**Muonic levels of xenon-132: point-Dirac ladder, nuclear size and vacuum polarisation**

The table holds binding energies, finite-size shifts, Uehling shifts and mean radii of 21 levels of a negative muon around a spherical xenon-132 nucleus, from the radial Dirac equation with reduced mass. The program checks that point-Dirac energy, size shift and vacuum polarisation add up to the binding, and tests three models without fitted parameters: first-order size shifts for Gaussian and Fermi charge of equal rms radius, the point-nucleus Uehling potential over point-Dirac functions, and a direct integration of 1s. First order with a Gaussian matches the f shifts within 1.5 % and overshoots 1s by a factor 1.85, while the direct integration gives −2658.5 keV for the Gaussian and −2712.3 keV for the Fermi shape, which identifies the Gaussian as the model used. The point Uehling average gives 0.995 to 0.998 of the table from d to h and fails for s levels. Splitting the gaps shows that size makes up 342.9 of the 346.3 keV by which 2s lies above 2p1/2, that it narrows the 2p doublet, and that vacuum polarisation reverses the order of the equal-j pairs from 4d5/2 and 4f5/2 upward.

Levels of a negative muon around a spherical xenon-132 nucleus (Z = 54), calculated with Radial Dirac-Fock and Kohn-Sham solver 3 from the Dirac equation with reduced mass and the Uehling potential to all orders. The nuclear charge is Gaussian with an rms radius of 4.7859 fm; nuclear polarisation, self-energy and electron screening are left out.

## The fit in Python

```python
# Table: muonic levels of 132Xe (binding, finite-size shift, Uehling shift in keV, <r> in fm) from a radial Dirac solver,
# reduced mass. Tested: point Dirac + size + VP; first-order size shift (Gauss, Fermi); point Uehling; direct 1s integration.
T = {
    'level_name': ['1s1/2', '2s1/2', '2p1/2', '2p3/2', '3s1/2', '3p1/2', '3p3/2', '3d3/2', '3d5/2', '4d3/2', '4d5/2', '4f5/2', '4f7/2', '5f5/2', '5f7/2', '5g7/2', '5g9/2', '6g7/2', '6g9/2', '6h9/2', '6h11/2'],
    'level_binding': [5924.3, 1770.3, 2116.6, 2057.7, 829.92, 934.6, 918.25, 925.93, 917.82, 519.91, 516.5, 516.32, 514.62, 330.28, 329.41, 329.31, 328.79, 228.65, 228.35, 228.3, 228.1],  # keV
    'level_finite_size_shift': [-2658, -396.4, -53.49, -23.33, -122.2, -18.31, -8.245, -0.1384, -0.06277, -0.08303, -0.03795, -0.000168, -7.3e-05, -0.000144, -6.3e-05, 0.0, 0.0, 0.0, 0.0, 0.0, 0.0],  # keV
    'level_vacuum_polarisation': [40.816, 9.1968, 12.604, 11.669, 3.205, 3.9762, 3.7534, 3.3266, 3.2209, 1.3824, 1.3417, 1.12, 1.1046, 0.54094, 0.53368, 0.43255, 0.4293, 0.23163, 0.22989, 0.17903, 0.17818],  # keV
    'level_mean_radius': [9.746, 32.76, 22.8, 23.64, 70.07, 57.59, 58.7, 48.64, 49.3, 97.78, 98.58, 84.39, 84.84, 148.0, 148.5, 129.6, 129.9, 207.5, 207.8, 184.2, 184.5],  # fm
}
import numpy as np
from scipy.constants import physical_constants as pc, alpha
from scipy.special import hyp1f1, expit
from scipy.integrate import cumulative_trapezoid as ct, solve_ivp
from scipy.interpolate import CubicSpline
from scipy.optimize import brentq
Z, A, R, skin = 54, 132, 4.7859, 2.3  # settings from the caption; nuclear mass taken as A atomic mass units
hc = pc['reduced Planck constant times c in MeV fm'][0]*1e3
mm, me, u = [pc[k+' energy equivalent in MeV'][0]*1e3 for k in ('muon mass', 'electron mass', 'atomic mass constant')]
mu = mm/(1+mm/(A*u)); za = Z*alpha; K = za*hc; a = hc/(mu*za); le = hc/me
nm = T['level_name']; ix = {s: i for i, s in enumerate(nm)}
B, FS, VP, RM = [np.array(T['level_'+k], float) for k in ('binding', 'finite_size_shift', 'vacuum_polarisation', 'mean_radius')]
x = np.linspace(np.log(1e-3), np.log(3e3), 8000); r = np.exp(x); h = x[1]-x[0]
out = lambda f: ct((f*r)[::-1], dx=h, initial=0)[::-1]  # integral from r to infinity
dV = lambda rho: K*(out(rho*r**2)/r-out(rho*r))/out(rho*r**2)[0]
gauss = lambda s: np.exp(-1.5*r**2/s**2); fermi = lambda c: expit((c-r)*4*np.log(3)/skin)
c0 = brentq(lambda c: out(fermi(c)*r**4)[0]/out(fermi(c)*r**2)[0]-R**2, 3, 8)
dG, dF = dV(gauss(R)), dV(fermi(c0))
w = np.linspace(0, 18, 901); t = np.cosh(w); g = (1+0.5/t**2)*np.tanh(w)**2*(w[1]-w[0])
U = K/r*2*alpha/(3*np.pi)*(np.exp(-2*np.outer(r, t)/le) @ g)  # point-nucleus Uehling, magnitude
def point(s):
    n, l, j2 = int(s[0]), 'spdfgh'.index(s[1]), int(s[2:-2]); k = l if j2 == 2*l-1 else -(l+1)
    nr = n-abs(k); ga = np.sqrt(k*k-za*za); N = np.sqrt(nr*nr+2*nr*ga+k*k); e = (nr+ga)/N; y = 2*r/(a*N)
    f0 = (N-k)*hyp1f1(-nr, 2*ga+1, y); f1 = nr*hyp1f1(1-nr, 2*ga+1, y) if nr else 0*y
    d = y**(2*ga)*np.exp(-y)*((1+e)*(f0-f1)**2+(1-e)*(f0+f1)**2); d /= out(d)[0]
    return [mu*(1-e)]+[out(d*q)[0] for q in (dG, dF, U, r)]
P, G1, F1, U1, R0 = np.array([point(s) for s in nm]).T
half = lambda v, n: 0.5*10**(np.floor(np.log10(abs(v)))-n+1) if v else 0.0
rnd = np.array([half(b, 5)+half(f, 4)+half(v, 5) for b, f, v in zip(B, FS, VP)]); res = B-P-FS-VP
print(f'Z alpha {za:.4f}; muon Bohr radius {a:.3f} fm; rms radius / Bohr radius {R/a:.3f}; electron Compton length {le:.1f} fm')
print(f'muon/electron mass {mm/me:.1f}; reduced mass lowers point levels by {100*(1-mu/mm):.4f} %, point 1s by {P[0]*(mm/mu-1):.2f} keV')
print('res = binding - point - size - VP (keV), rnd = table rounding; G, F = first-order size shift / table; U = point Uehling / table')
print('level    point keV    res   rnd size/point %      G      F  VP/bind %      U <r>point fm <r>/point')
for i, s in enumerate(nm):
    q = f'{-G1[i]/FS[i]:6.3f} {-F1[i]/FS[i]:6.3f}' if FS[i] else '     -      -'
    print(f'{s:7s} {P[i]:9.2f} {res[i]:7.3f} {rnd[i]:5.3f} {100*FS[i]/P[i]:10.3g}   {q} {100*VP[i]/B[i]:9.3f} {U1[i]/VP[i]:7.3f} {R0[i]:9.2f} {RM[i]/R0[i]:9.4f}')
print('binding differences, first less second (keV): table = point + size + VP (rounding of the two bindings)')
for p, q in [('1s1/2', '2p3/2'), ('2p1/2', '2s1/2'), ('3p1/2', '3s1/2'), ('2p1/2', '2p3/2'), ('3d3/2', '3p3/2'),
             ('4d5/2', '4f5/2'), ('5f7/2', '5g7/2'), ('6g9/2', '6h9/2')]:
    i, j = ix[p], ix[q]
    print(f'{p} - {q}: {B[i]-B[j]:.2f} = {P[i]-P[j]:.2f} {FS[i]-FS[j]:+.3f} {VP[i]-VP[j]:+.3f} ({half(B[i],5)+half(B[j],5):.3f})')
fr = lambda p, q: FS[ix[p]]/FS[ix[q]]
print(f"size ratios: 1s/2s {fr('1s1/2','2s1/2'):.2f} (n^3 law 8), 2s/3s {fr('2s1/2','3s1/2'):.2f} (3.375), 2s/2p1/2 {fr('2s1/2','2p1/2'):.2f}")
print(f"size ratios: 2p1/2 / 2p3/2 {fr('2p1/2','2p3/2'):.2f}, 3p3/2 / 3d3/2 {fr('3p3/2','3d3/2'):.1f}, 4d5/2 / 4f5/2 {fr('4d5/2','4f5/2'):.0f}")
print('VP / |size shift|: '+', '.join(f'{s} {VP[ix[s]]/-FS[ix[s]]:.3g}' for s in ('1s1/2', '2p3/2', '3d3/2', '4f7/2')))
print(f'1s first order: contact formula {-2/3*K*R**2/a**3:.0f} keV, Gaussian with Dirac function {-G1[0]:.0f} keV, table {FS[0]:.0f} keV')
print('Gaussian first order where the table has 0 (last printed place 1e-6 keV): '+', '.join(f'{s} {-G1[ix[s]]:.1e}' for s in ('5g7/2', '6g7/2', '6h9/2')))
def b1s(d):
    S = CubicSpline(x, d-K/r)
    def end(b):
        def f(q, y):
            V = float(S(np.log(q))); return [y[0]/q+(2*mu-b-V)*y[1]/hc, -y[1]/q+(b+V)*y[0]/hc]
        return solve_ivp(f, (r[0], 70), [r[0], 0], method='DOP853', rtol=1e-9, atol=1e-12).y[0, -1]
    return brentq(end, 5000, 7000, xtol=1e-3)
bG, bF, bR = b1s(dG), b1s(dF), b1s(dV(gauss(1.01*R)))
print(f'1s integrated, size shift: Gaussian {bG-P[0]:.1f} keV, Fermi (c = {c0:.3f} fm) {bF-P[0]:.1f} keV, table {FS[0]:.0f} keV')
print(f'1s binding, Gaussian less Fermi at equal rms radius: {bG-bF:.1f} keV (VP of 1s {VP[0]:.1f} keV)')
print(f'1s with Gaussian radius +1 %: binding {bR-bG:+.1f} keV; shift ~ R^{np.log((P[0]-bR)/(P[0]-bG))/np.log(1.01):.2f} (first order R^2)')
hi = FS > -1
print(f'point Uehling / table, d to h levels: {np.min(U1[hi]/VP[hi]):.3f} to {np.max(U1[hi]/VP[hi]):.3f}; worst row {nm[int(np.argmax(abs(U1/VP-1)))]}')
assert np.all(abs(res/P) < 2e-4)
assert B[ix['2s1/2']] < B[ix['2p3/2']] < B[ix['2p1/2']] and B[ix['3d3/2']] > B[ix['3p3/2']]
assert np.all(VP > 0) and np.all(FS <= 0) and np.all(VP[hi] > -FS[hi]) and np.all(VP[~hi] < -FS[~hi])
assert B[ix['4d5/2']] > B[ix['4f5/2']] and VP[ix['2s1/2']] < VP[ix['2p1/2']]
```

Output:

```
Z alpha 0.3941; muon Bohr radius 4.743 fm; rms radius / Bohr radius 1.009; electron Compton length 386.2 fm
muon/electron mass 206.8; reduced mass lowers point levels by 0.0859 %, point 1s by 7.34 keV
res = binding - point - size - VP (keV), rnd = table rounding; G, F = first-order size shift / table; U = point Uehling / table
level    point keV    res   rnd size/point %      G      F  VP/bind %      U <r>point fm <r>/point
1s1/2     8541.90  -0.419 0.550      -31.1    1.851  1.958     0.689   2.298      6.73    1.4478
2s1/2     2157.52  -0.020 0.100      -18.4    1.596  1.698     0.520   1.785     26.80    1.2224
2p1/2     2157.52  -0.037 0.056      -2.48    1.345  1.325     0.595   1.102     22.06    1.0337
2p3/2     2069.36  -0.002 0.056      -1.13    1.154  1.047     0.567   1.034     23.35    1.0126
3s1/2      948.94  -0.025 0.055      -12.9    1.515  1.612     0.386   1.625     61.20    1.1449
3p1/2      948.94  -0.006 0.010      -1.93    1.348  1.336     0.425   1.103     56.46    1.0201
3p3/2      922.74   0.002 0.006     -0.894    1.156  1.058     0.409   1.036     58.26    1.0075
3d3/2      922.74   0.003 0.005     -0.015    1.049  0.797     0.359   0.995     48.78    0.9972
3d5/2      914.67  -0.003 0.005   -0.00686    1.026  0.650     0.351   0.995     49.44    0.9972
4d3/2      518.61  -0.004 0.005     -0.016    1.051  0.801     0.266   0.996     97.99    0.9979
4d5/2      515.20  -0.001 0.005   -0.00737    1.027  0.654     0.260   0.995     98.79    0.9978
4f5/2      515.20   0.003 0.005  -3.26e-05    1.010  0.520     0.217   0.996     84.56    0.9980
4f7/2      513.52  -0.004 0.005  -1.42e-05    1.000  0.397     0.215   0.997     85.01    0.9980
5f5/2      329.74   0.002 0.005  -4.37e-05    1.015  0.524     0.164   0.997    148.19    0.9987
5f7/2      328.88   0.000 0.005  -1.92e-05    1.001  0.398     0.162   0.997    148.71    0.9986
5g7/2      328.88   0.001 0.005          0        -      -     0.131   0.998    129.73    0.9990
5g9/2      328.36  -0.003 0.005          0        -      -     0.131   0.998    130.08    0.9986
6g7/2      228.42   0.002 0.005          0        -      -     0.101   0.998    207.69    0.9991
6g9/2      228.12   0.001 0.005          0        -      -     0.101   0.998    208.07    0.9987
6h9/2      228.12   0.002 0.005          0        -      -     0.078   0.998    184.35    0.9992
6h11/2     227.92   0.000 0.005          0        -      -     0.078   0.998    184.63    0.9993
binding differences, first less second (keV): table = point + size + VP (rounding of the two bindings)
1s1/2 - 2p3/2: 3866.60 = 6472.54 -2634.670 +29.147 (0.100)
2p1/2 - 2s1/2: 346.30 = 0.00 +342.910 +3.407 (0.100)
3p1/2 - 3s1/2: 104.68 = 0.00 +103.890 +0.771 (0.010)
2p1/2 - 2p3/2: 58.90 = 88.16 -30.160 +0.935 (0.100)
3d3/2 - 3p3/2: 7.68 = 0.00 +8.107 -0.427 (0.010)
4d5/2 - 4f5/2: 0.18 = 0.00 -0.038 +0.222 (0.010)
5f7/2 - 5g7/2: 0.10 = 0.00 -0.000 +0.101 (0.010)
6g9/2 - 6h9/2: 0.05 = 0.00 +0.000 +0.051 (0.010)
size ratios: 1s/2s 6.71 (n^3 law 8), 2s/3s 3.24 (3.375), 2s/2p1/2 7.41
size ratios: 2p1/2 / 2p3/2 2.29, 3p3/2 / 3d3/2 59.6, 4d5/2 / 4f5/2 226
VP / |size shift|: 1s1/2 0.0154, 2p3/2 0.5, 3d3/2 24, 4f7/2 1.51e+04
1s first order: contact formula -11125 keV, Gaussian with Dirac function -4920 keV, table -2658 keV
Gaussian first order where the table has 0 (last printed place 1e-6 keV): 5g7/2 -1.1e-07, 6g7/2 -1.3e-07, 6h9/2 -4.4e-11
1s integrated, size shift: Gaussian -2658.5 keV, Fermi (c = 5.645 fm) -2712.3 keV, table -2658 keV
1s binding, Gaussian less Fermi at equal rms radius: 53.8 keV (VP of 1s 40.8 keV)
1s with Gaussian radius +1 %: binding -21.3 keV; shift ~ R^0.80 (first order R^2)
point Uehling / table, d to h levels: 0.995 to 0.998; worst row 1s1/2
```
